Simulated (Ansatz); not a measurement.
# Gd–Gd exchange and ordering temperature in ferromagnetic CsCl-type GdRh against added charge, PBEsol with U on Gd 4f

A magnetic refrigerant for cryogenic use works best near its ordering temperature, so it is useful to know how far that temperature can be shifted by changing the number of conduction electrons, as alloying does. The question here is how the exchange couplings and the ordering temperature of ferromagnetic GdRh respond when electrons are added or removed while the atoms stay fixed. The calculation gives the coupling $J$ between Gd moments at two distances, with $J>0$ favouring parallel moments, and the temperatures that follow for classical unit spins. Each charged run is compared with the uncharged crystal. The uniform balancing background isolates band filling from the changes of size and chemistry that a real substituent would bring.

## How the numbers were made

One crystal, GdRh (CsCl-type, Pm-3m), in a magnetic cell of 2 atom(s), 1 counted as magnetic (Gd), from measured cells of the Crystallography Open Database; atoms are fixed. Ansatz 0.2.0, plane waves with its default PAW datasets, cutoff 420 eV, collinear spins without spin-orbit coupling, Fermi-Dirac smearing of 0.1 eV. The k mesh is 12×12×12 and the sums for the couplings run over 12×12×12. Functional: PBEsol with Dudarev U (eV) Gd 6. Every run keeps the ferromagnetic pattern of signs of the first run. The couplings are taken at constrained moments: the directions are held and the rest of the density and field relaxes in linear response. Runs that did not converge or carry a known fault are not listed.

Notes on method and selection:

- J is defined by E = -sum over ordered pairs (each pair twice) of J e_i.e_j with unit vectors e, a classical Heisenberg model without biquadratic or multi-spin terms, so J > 0 favours parallel moments and the moment's size is inside J.
- All temperatures are for classical unit spins; for spin S a quantum mean-field treatment is higher by (S+1)/S. Mean field neglects fluctuations and lies above the Tyablikov (random-phase) and Monte Carlo values.
- The ferromagnetic state is the lowest of a few collinear orders tried for the uncharged crystal and need not be the true ground state; the charged runs keep this order without a new comparison. Spin-orbit coupling is left out.
- Couplings between f moments are uncertain at this level, and rigid ones can be several times too large.
- The mean-field temperature is left blank where it belongs to another wavevector than in the first run.
- Ansatz's own search for a lower self-consistent state was switched off in these runs, so a run may rest in a state that is not the lowest for its pattern of moments.
- The shells shown are the strongest of the first run whose pairs agree within a shell.
- For crystals with 4f or 5f elements only couplings at constrained moments are used, since rigid ones can be several times too large.
- Runs that did not converge, have known faults or may not be shown are not listed, and runs on Ansatz's PAW sets soft_1 and soft_2 are kept to separate tables.

Columns:

- added electrons (e per magnetic atom): electrons added per magnetic atom (negative: removed), balanced by a uniform background.
- moment (μB): largest spin moment inside an atomic sphere.
- net moment (μB): net spin moment of the cell per magnetic atom.
- gap on mesh (eV): band gap on the run's k mesh by the count of bands (negative: bands overlap, a metal).
- Tyablikov T (K): Tyablikov (random-phase) ordering temperature from the same couplings.
- J at 3.44 Å (meV): mean J of the Gd–Gd pairs that lie 3.44 Å apart in the first cell (6 such neighbours an atom).
- J at 4.86 Å (meV): mean J of the Gd–Gd pairs that lie 4.86 Å apart in the first cell (12 such neighbours an atom).
- mean-field T (K): mean-field ordering temperature, 2/(3 kB) times the largest J(q) over wavevectors and sublattice modes.

## Numbers

| member | added electrons (e per magnetic atom) | moment (μB) | net moment (μB) | gap on mesh (eV) | Tyablikov T (K) | J at 3.44 Å (meV) | J at 4.86 Å (meV) | mean-field T (K) | remark |
| --- | --- | --- | --- | --- | --- | --- | --- | --- | --- |
| −0.4 e | −0.4 | 7.06 | 7.07 | −0.970 | – | 0.715 | 0.1062 | – | its own couplings prefer another order, at q = (0, 0, 0.08) of this cell, to which the mean-field value belongs |
| −0.2 e | −0.2 | 7.07 | 7.09 | −0.937 | 40.0 | 0.603 | 0.0624 | 44.5 | sums not fully converged in the empty bands |
| +0 e | 0.0 | 7.07 | 7.09 | −0.904 | 30.4 | 0.498 | 0.0278 | 34.7 | sums not fully converged in the empty bands |
| +0.2 e | 0.2 | 7.07 | 7.09 | −0.870 | 26.7 | ? | ? | ? |  |
| +0.4 e | 0.4 | 7.09 | 7.11 | −2.612 | – | 0.383 | 0.0383 | 40.6 | no Tyablikov value for a numerical reason (the zone average or the interpolation did not settle), not for instability; sums not fully converged in the empty bands |

Cells marked ? are withheld until the estimate has been made.

Least-squares fits to the members shown, with x = added electrons (e per magnetic atom); R² and errors in the fitted variable (y, or ln y where the fit is in ln y):

| y | members | fit | R² | rms residual | leave-one-out rms | the same for the mean of the others |
| --- | --- | --- | --- | --- | --- | --- |
| J at 3.44 Å (meV) | 4 | y = 0.5293 − 0.4099 x | 0.97 | 0.021 | 0.062 | 0.16 |
| J at 4.86 Å (meV) | 4 | y = 0.05469 − 0.07973 x | 0.61 | 0.019 | 0.055 | 0.040 (fit no better) |

## Why the values move as they do

The coupling at 3.44 Å falls at each step among the members shown, from 0.715 meV at −0.4 e to 0.383 meV at +0.4 e. The fall is not uniform. Between −0.4 e and the neutral crystal the slope is (0.498 − 0.715) / 0.4 = −0.54 meV per electron, and between the neutral crystal and +0.4 e it is (0.383 − 0.498) / 0.4 = −0.29 meV per electron.

The size of the moment is not the reason, since it stays between 7.06 and 7.09 μB, and the distances are fixed. What changes is the filling of the conduction bands. The half-filled 4f shells hardly overlap and interact by polarising the Gd 5d and Rh 4d electrons around them. Such a coupling depends on the states near the Fermi level and can change in strength, or even in sign, with filling and distance. Theory alone does not fix the direction of the change here.

The temperature does not simply follow the nearest shell. The mean-field value drops from 44.5 K at −0.2 e to 34.7 K in the neutral crystal, but is 40.6 K at +0.4 e, where the coupling at 3.44 Å is weakest. With $T=\frac{2}{3k_B}\sum_j J_{0j}$ and $2/(3k_B)$ = 2 / (3 × 0.08617) = 7.74 K/meV, the two listed shells give (6 × 0.498 + 12 × 0.0278) × 7.74 = 25.7 K for the neutral crystal and (6 × 0.383 + 12 × 0.0383) × 7.74 = 21.3 K at +0.4 e. The remainder, from other shells, grows from 34.7 − 25.7 = 9.0 K to 40.6 − 21.3 = 19.3 K, though the incomplete sums over empty bands make its size uncertain.

At −0.4 e both listed couplings are at their largest, yet a long-wavelength order is preferred. Its wavevector, 0.08, is the first step of the 12-point mesh (1/12), so coarse sampling may contribute.

## An estimate before looking

Plain estimates from the members shown:

- +0.2 e, fit at x = 0.2: 0.447 meV
- +0.2 e, straight-line interpolation between +0 e and +0.4 e: w = (0.2 − 0.0) / (0.4 − 0.0) = 0.500, so 0.498 + 0.500 × (0.383 − 0.498) = 0.441 meV

The straight line between the neighbours gives 0.441 meV, but the shown values bend upwards: successive slopes are −0.56, −0.53 and −0.29 meV per electron. If that convex shape holds, the chord is an upper bound, and the continued line from −0.2 e through the neutral crystal, 0.498 − 0.105 = 0.393 meV, is a lower one.

The route chosen is the cubic through all four members. With the Lagrange weights, which follow from the spacing of the charges alone, it gives at +0.2 e 0.25 × 0.715 − 0.603 + 1.5 × 0.498 + 0.25 × 0.383 = 0.419 meV. A cubic leaves no member over for a test, but the parabola through the other three can be tried on the neutral crystal. It gives −0.5 × 0.715 + 4 / 3 × 0.603 + 1 / 6 × 0.383 = 0.510 meV against 0.498 meV, a miss of 0.012 meV.

The other columns call for no further shift. The moment at +0.2 e is that of the neutral crystal. The sharp change of the gap at +0.4 e comes with a steadily rising Fermi level, which points to a change in which bands are counted rather than to a different electronic state. The lower Tyablikov temperature, 26.7 K against 30.4 K, agrees with a weaker coupling but also contains the other shells.

Half the distance between the two bounds, (0.441 − 0.393) / 2 = 0.024 meV, and the trial miss of 0.012 meV suggest an error of about 0.02 meV.

**Committed estimate, +0.2 e: J at 3.44 Å = 0.42 ± 0.02 meV.**

## The answer

| member | added electrons (e per magnetic atom) | moment (μB) | net moment (μB) | gap on mesh (eV) | Tyablikov T (K) | J at 3.44 Å (meV) | J at 4.86 Å (meV) | mean-field T (K) | remark |
| --- | --- | --- | --- | --- | --- | --- | --- | --- | --- |
| +0.2 e | 0.2 | 7.07 | 7.09 | −0.870 | 26.7 | 0.404 | 0.0137 | 31.0 | sums not fully converged in the empty bands |

| member | estimate | J at 3.44 Å (meV) | computed | estimate − computed | miss in error bars |
| --- | --- | --- | --- | --- | --- |
| +0.2 e | committed | 0.420 | 0.404 | +0.016 | 0.8 |
| +0.2 e | fit | 0.447 | 0.404 | +0.043 |  |
| +0.2 e | interpolation | 0.441 | 0.404 | +0.036 |  |

The computed coupling at 3.44 Å is 0.404 meV. The estimate of 0.42 ± 0.02 meV was 0.016 meV too high, within its error bar and closer than the interpolation (0.036 meV too high) or the linear fit (0.043 meV too high).

The argument from the convex shape held, since the value lies between the two bounds of 0.393 and 0.441 meV. The cubic, however, spread the bend too evenly. The slope is still (0.404 − 0.498) / 0.2 = −0.47 meV per electron from the neutral crystal to +0.2 e, and only (0.383 − 0.404) / 0.2 = −0.11 meV per electron in the last step.

With fixed atoms and a nearly constant moment, the change most likely comes from the conduction electrons that carry the exchange, though no run separates their contributions. Their response to filling is not one common scale factor for all distances: in the last step the coupling at 3.44 Å weakens slightly while that at 4.86 Å rises from 0.0137 to 0.0383 meV.

## Departures from the trend

Least-squares fits to the whole series, with x = added electrons (e per magnetic atom); R² and errors in the fitted variable (y, or ln y where the fit is in ln y):

| y | members | fit | R² | rms residual | leave-one-out rms | the same for the mean of the others |
| --- | --- | --- | --- | --- | --- | --- |
| J at 3.44 Å (meV) | 5 | y = 0.5206 − 0.4315 x | 0.96 | 0.025 | 0.052 | 0.16 |
| J at 4.86 Å (meV) | 5 | y = 0.04968 − 0.09225 x | 0.65 | 0.019 | 0.040 | 0.041 (fit hardly better) |

Largest departures from the fit to the whole series:

| member | J at 3.44 Å (meV) | fit | computed − fit | in rms residuals |
| --- | --- | --- | --- | --- |
| +0.4 e | 0.383 | 0.348 | +0.035 | 1.4 |
| +0.2 e | 0.404 | 0.434 | −0.030 | 1.2 |
| +0 e | 0.498 | 0.521 | −0.023 | 0.9 |
| −0.4 e | 0.715 | 0.693 | +0.022 | 0.9 |

No member lies far from the straight line for the coupling at 3.44 Å. The largest departures, +0.035 meV at +0.4 e and −0.030 meV at +0.2 e, mainly reflect the late bend.

The temperature breaks from a steady course at both ends of the series. From +0.2 e to +0.4 e the mean-field value rises by 40.6 − 31.0 = 9.6 K, of which the two listed shells supply little: they give (6 × 0.404 + 12 × 0.0137) × 7.74 = 20.0 K at +0.2 e, so their share of the rise is 21.3 − 20.0 = 1.3 K. The rest comes from other shells. Such couplings depend on the shape of the Fermi surface, so newly filled conduction states could strengthen them, but they are also the most sensitive to the k mesh. The zone average or interpolation behind the Tyablikov value did not settle in this row, which makes a sampling error a serious possibility. The moments and the Fermi level give no sign of a switch to another magnetic state.

At the other end the remaining shells change even more. At −0.2 e the two listed shells give (6 × 0.603 + 12 × 0.0624) × 7.74 = 33.8 K, and the rest adds 44.5 − 33.8 = 10.7 K. At −0.4 e the listed shells give (6 × 0.715 + 12 × 0.1062) × 7.74 = 43.1 K. The mean-field value of that run, blank in the table because it belongs to the modulated order, is lower than this and also lower than the value at −0.2 e. The ferromagnetic sum cannot exceed it, so the other shells together now work against ferromagnetic order. Their contribution therefore drops by more than 10.7 K in this step, against a rise of 9.6 − 1.3 = 8.3 K from +0.2 e to +0.4 e. Coarse sampling may play a part here too, and the length of the modulation is poorly fixed on this mesh.

## What to take away

Between −0.4 and +0.4 e per Gd, the coupling at 3.44 Å falls as electrons are added. A straight line predicts an omitted member to about 0.05 meV, against 0.16 meV for the mean of the others. For the coupling at 4.86 Å the line does hardly better than the mean, and the ordering temperature cannot be read from the nearest shell alone.

In practical terms, removing 0.2 electrons per Gd raises the mean-field temperature by 44.5 − 34.7 = 9.8 K, and adding 0.2 lowers it by 34.7 − 31.0 = 3.7 K. Neither trend continues to the ends of the series. With 0.4 electrons removed, the couplings prefer a modulated order, and even the mean-field temperature of that order is below the value at −0.2 e. At +0.4 e the computed value is higher again. The temperature therefore does not fall steadily with added charge, and the incomplete sums over empty bands leave the smaller shift uncertain. A real substituent would also change the lattice and the local bonding, which these shifts leave out.

The classical treatment of the spin matters almost as much as the charge. For $S=7/2$ the quantum mean-field factor is 4.5 / 3.5 = 1.29, which adds about 10 K to the neutral value, against a spread of 44.5 − 31.0 = 13.5 K among the listed mean-field temperatures. It multiplies every row alike and leaves their order unchanged.
